**Question**

I am comparing thermal data for silicon-centred groups on an ethynyl radical. Hydrogens are implicit in the labels, so \*O means OH, \*N means NH₂ and \*OC means OCH₃.

Gas-phase doublet radicals *[SiH2]C#[C] (SMILES, * being the varied group), computed with Ansatz 0.2.0 at the unrestricted PBE0-D4/def2-TZVP level for both geometries and unscaled harmonic vibrations. Thermal data use the ideal-gas, rigid-rotor, harmonic-oscillator model at 298.15 K and 1 bar; masses are standard atomic weights.

```csv
group *,formula,binding atom,its electronegativity,point group,<S^2> at PBE0,atoms,mass (u),symmetry number,IA IB IC (u^3 Å^6),lowest mode (cm⁻¹),highest mode (cm⁻¹),zero-point energy (kJ/mol),H(298) less E (kJ/mol),entropy (J/(mol K))
*H,C2H3Si,H,2.200,C3v,0.787,6,55.1,3,54600,176.5,2253.2,83.9,98.4,275.4
*N,C2H4NSi,N,3.040,Cs,0.785,8,70.1,1,690000,127.6,3696.2,133.1,151.5,321.1
*Cl,C2H2ClSi,Cl,3.160,Cs,0.788,6,89.6,1,2010000,112.3,2274.5,69.3,85.7,317.9
*O,C2H3OSi,O,3.440,C1,0.787,7,71.1,1,615000,121.9,3924.3,101.7,119.2,315.8
*OC,C3H5OSi,O,3.440,C1,0.786,10,85.2,1,3010000,69.3,3131.5,176.9,198.3,356.1
*F,C2H2FSi,F,3.980,Cs,0.788,6,73.1,1,586000,132.3,2276.8,72.4,88.2,305.8
```

1. Why does OH in place of F raise the zero-point energy so much?
2. Does the stiff O–H bond raise the entropy as well?
3. \*N is lighter than \*F. Why does it have more entropy?
4. Why is the entropy of \*H so low?
5. Can I estimate the zero-point energy from the formula, and what would carbon in place of silicon change?
6. Which rankings can I trust?

**Answer**

**1.** Every vibration keeps half a quantum of energy even at absolute zero. Light atoms on stiff bonds vibrate fastest, so a bond to hydrogen is expensive. The highest mode of \*O, its O–H stretch, alone holds 23.5 kJ/mol. That is most of the 29.3 kJ/mol by which \*O exceeds \*F; the remainder is the net effect of all other modes.

**2.** Hardly at all. Entropy needs quanta that heat can excite, and at room temperature the thermal energy RT is only about 2.5 kJ/mol. One quantum of the O–H stretch is 2 × 23.5 = 47 kJ/mol, so this mode stays in its ground state. The lowest mode of \*O does the opposite: it holds only 0.7 kJ/mol of zero-point energy but gives 12.8 J/(mol K) of entropy.

**3.** The entropy can be split with the ideal-gas formulas that the calculation itself uses. Translation follows from the mass, and rotation from the symmetry number and the product of the moments of inertia (IA IB IC). The unpaired electron adds R ln 2, and what is left is vibration. The printed output after this answer gives the split for each row.

\*F, \*O and \*N have nearly the same mass and moments of inertia, so their translation and rotation together agree within about 0.5 J/(mol K). Vibration makes the difference: it gives 33.9 J/(mol K) in \*F, 44.1 in \*O and 49.1 in \*N. The lowest mode is almost equally productive in all three, so the gain lies in other soft modes. From the structures, these are probably the twisting of OH or NH₂ about its bond to silicon and the wagging of NH₂.

**4.** Rotation accounts for 19.0 of the 30.4 J/(mol K) by which \*H lies below \*F. Nearly half of that is symmetry. Turning the molecule by a third of a circle about its long axis gives an indistinguishable orientation, so only a third of the rotational states count, which costs R ln 3 = 9.1 J/(mol K). The rest of the rotational loss comes from the smaller moments of inertia, since hydrogen replaces a much heavier atom. Vibration takes a further 7.9 J/(mol K), and the lower mass 3.5.

**5.** Yes, by counting atoms, but hydrogens must be counted separately. \*H and \*F both have six atoms, yet \*H has 11.5 kJ/mol more zero-point energy because it has one more hydrogen. Electronegativity is no substitute for the count: \*O and \*OC bind through the same element and differ by 75.2 kJ/mol.

A straight-line fit to all six rows gives, in kJ/mol,

zero-point energy ≈ −54.6 + 30.2 × (hydrogens) + 16.3 × (heavier atoms).

For \*N, with four of each, this is −54.6 + 120.8 + 65.2 = 131.4, against 133.1 in the table. This row was part of the fit and is its worst miss. When each row in turn is left out and predicted, the typical error grows to 3.6 kJ/mol, so the formula suits quick estimates within this family. It cannot tell \*F from \*Cl, which have equal counts.

With carbon in place of silicon, the same counts should give a higher zero-point energy, because C–H bonds are stiffer than Si–H bonds. The table shows the contrast: the highest mode is a C–H stretch at 3131.5 cm⁻¹ in \*OC, but a Si–H stretch at 2253.2 cm⁻¹ in \*H. A lighter, more compact molecule would also have less translational and rotational entropy.

**6.** The large zero-point gaps are safe, though the absolute values are not good to the printed decimal. Unscaled harmonic frequencies run high, and a correction of up to 4 per cent would take up to 7 kJ/mol from \*OC. A common scaling factor leaves the order unchanged.

The entropies of \*O, \*Cl and \*N are too close to rank. The OH group of \*O is twisted to one side, so the molecule has a mirror image of equal energy that the calculation leaves out. Counting it adds up to R ln 2 = 5.8 J/(mol K) and could lift \*O from below both others to 321.6, just above \*N.

The first place of \*OC is much firmer, at 356.1 − 321.1 = 35.0 J/(mol K) above \*N. It is twisted too, and counting its mirror image could only raise its entropy. Its soft torsions are poorly described as harmonic vibrations, but even losing the whole contribution of its lowest mode, 17.5 J/(mol K), would leave it first. For flexible groups like these, do not rank entropies that differ by less than about 10 J/(mol K) until mirror images and other conformers have been counted.

Numerical output:

```
Entropy in J/(mol K), parts and differences from *F:
  row  translation  rotation  vibration  total_less_F  transl_less_F  rot_less_F  vib_less_F
   *H        158.9     84.73      26.05         -30.4         -3.525         -19      -7.874
   *N        161.9     104.4      49.06          15.3        -0.5226      0.6792       15.14
  *Cl        164.9     108.9      38.36          12.1          2.538       5.124       4.438
   *O          162     103.9      44.07            10         -0.346      0.2008       10.15
  *OC        164.3     110.5      75.51          50.3           1.91       6.803       41.59
   *F        162.4     103.7      33.92             0              0           0           0
Single modes, entropy in J/(mol K), energies in kJ/mol:
  row  S_lowest_mode  S_other_modes  ZPE_lowest_mode  ZPE_highest_mode  H_less_E_less_ZPE  thermal_vibration
   *H          9.896          16.15            1.056             13.48               14.5              4.584
   *N          12.48          36.59           0.7632             22.11               18.4              8.484
  *Cl          13.51          24.85           0.6717              13.6               16.4              6.484
   *O          12.84          31.22           0.7291             23.47               17.5              7.584
  *OC          17.46          58.05           0.4145             18.73               21.4              11.48
   *F          12.19          21.74           0.7913             13.62               15.8              5.884
fit of zpe on 6 rows: constant -54.61 +/- 5.3, coefficient of nH 30.2 +/- 0.83, coefficient of heavy 16.3 +/- 1.5; rms 1.29, worst *N -1.71, leave-one-out rms 3.57
fit of zpe on 6 rows: constant -79.18 +/- 13, coefficient of atoms 25.87 +/- 1.7; rms 5.09, worst *H -7.86, leave-one-out rms 8.49
Largest entropy of any highest mode, J/(mol K): 0.001872
Spin doublet or mirror image, R ln 2, J/(mol K): 5.763
Loss by symmetry number 3, R ln 3, J/(mol K): 9.134
Two lowest modes of *H, share of its vibrational entropy, per cent: 75.98
Zero-point energy, *O less *F, kJ/mol: 29.3
Zero-point energy, *N less *O, kJ/mol: 31.4
Zero-point energy, *H less *F, kJ/mol: 11.5
Zero-point energy, *OC less *O, kJ/mol: 75.2
Entropy, *OC less *O, J/(mol K): 40.3
Entropy, *Cl less *O, J/(mol K): 2.1
Entropy, *N less *O, J/(mol K): 5.3
Entropy of *O with its mirror image counted, J/(mol K): 321.6
Entropy gain of *OC if its lowest mode were 20 per cent lower, J/(mol K): 1.841
Zero-point energy of *OC lost on a rough 4 per cent scaling, kJ/mol: 7.076
```
